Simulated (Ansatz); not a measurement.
# Trial structures of B5As2: starts and ends

Computed with Ansatz 0.2.0, DFT PBE, scalar-relativistic, plane waves, PAW. All cells share a 420 eV cutoff and Γ-centred k meshes spaced about 0.3 Å⁻¹ or finer (0.25 for metals, 2π included). No spin polarisation in the final relaxations.

Each guess was relaxed in cell and atoms at zero pressure, within the symmetry of its start. Temperature and zero-point effects are left out. Coordination counts B atoms around As (those within 1.25 times the shortest such distance or 1.15 times the sum of covalent radii, 1.27 where that leaves under three).

| guess | made from | start group | V start (Å³/atom) | end group | V end (Å³/atom) | coordination at the end | gap on mesh (eV) | E over the lowest end (meV/atom) |
| --- | --- | --- | --- | --- | --- | --- | --- | --- |
| 1 | random cell | P-1 | 13.9 | ? | ? | ? | ? | ? |
| 2 | random cell | Amm2 | 14.5 | Amm2 | 12.5 | As 2 | 0 | 49 |
| 3 | a cell proposed by chemical analogy | Fmmm | 14.4 | Fmmm | 18.6 | As 5 | 0.86 | 52 |
| 4 | a cell proposed by chemical analogy | P-3m1 | 11.4 | P-3m1 | 10.7 | As 4 | 0 | 0 |

Guess 1 as it starts:

```
B As
1.0
     3.57010    0.00000    0.00000
     1.76981    5.12796    0.00000
     0.67460    2.05265    5.30348
B As
5 2
Direct
  0.20317 0.44755 0.39225
  0.79683 0.55245 0.60775
  0.50000 0.50000 0.50000
  0.23893 0.07410 0.52468
  0.76107 0.92590 0.47532
  0.39971 0.98077 0.25472
  0.60029 0.01923 0.74528
```

**Question.** Predict the end of this guess and its energy over the lowest end.

**Answer.** It ends in space group P-1 (No. 2), with a = 2.960 Å, b = 5.229 Å, c = 6.110 Å, α = 73.7°, β = 76.0°, γ = 86.6°, 12.6 Å³/atom and no gap. It lies 75 meV/atom over the lowest end, above guess 3 and so the highest of the set. Counting B atoms around As, this end has As 2 and the lowest (guess 4) has As 4. This end holds B–B nets (shortest 1.62 Å) and As–As pairs (shortest 2.55 Å); the lowest (guess 4) holds B–B nets (shortest 1.69 Å).

Space group P-1 (No. 2). a = 2.960 Å, b = 5.229 Å, c = 6.110 Å, α = 73.70°, β = 76.00°, γ = 86.57°
```
atom  site  symmetry       x       y       z
   B    2i         1  0.5686  0.5078  0.8618
   B    1c        -1  0.0000  0.5000  0.0000
   B    2i         1  0.7029  0.5113  0.5743
  As    2i         1  0.0213  0.8949  0.3329
```

Energies over the elements count from the elements' standard structures at the same level, with no fitted energy shifts.

**Question.** Is the lowest end bound against the elements?

**Answer.** No: its formation energy is +0.35 eV/atom. A positive value: parting into the elements would lower its energy.

For metals, differences of a few meV/atom aren't resolved. Weakly bound directions are ill-defined at this level, which has no dispersion term (Fmmm), and this can change margins and order among such cells. Kohn–Sham gaps at this level usually fall short of measured ones. In P-3m1, Amm2, P-1 an odd number of electrons in the primitive cell allows no gap without spin; a larger cell or a magnetic state could open one. A magnetic state wasn't ruled out in cells without spin, among them P-3m1, Amm2, P-1. The reference form of As is held partly by dispersion forces, which this level lacks. With atoms moved at random, P-3m1 (by 55 meV/atom) fell into a lower structure. Without a clear test, and held by symmetry: Amm2, Fmmm and P-1. A lower structure may well exist outside this small set. Some candidate types were left out of the draw beforehand, so a known form may be missing.

The P-3m1 end combines the lowest energy with the smallest volume, but compactness alone doesn't set the order: P-1 is far denser than Fmmm yet lies higher. Nor does the number of B neighbours around As, since Fmmm has the most. In P-1, the As–As pairs at 2.55 Å are close to a normal single bond, so arsenic probably keeps much of its elemental character, with a lone pair left on each atom. Fourfold contact with boron in P-3m1 suggests that this lone pair is instead shared with the electron-poor boron network, which would favour that structure.

Even so, +0.35 eV/atom shows that this bonding doesn't make up for what is lost from the elements. Boron relieves its electron shortage best through multicentre bonding in icosahedra, as in elemental boron and the known icosahedral subarsenide, and the B–B nets here are probably a poor substitute. The positive value therefore counts against these particular frameworks, not against boron-rich arsenides in general.
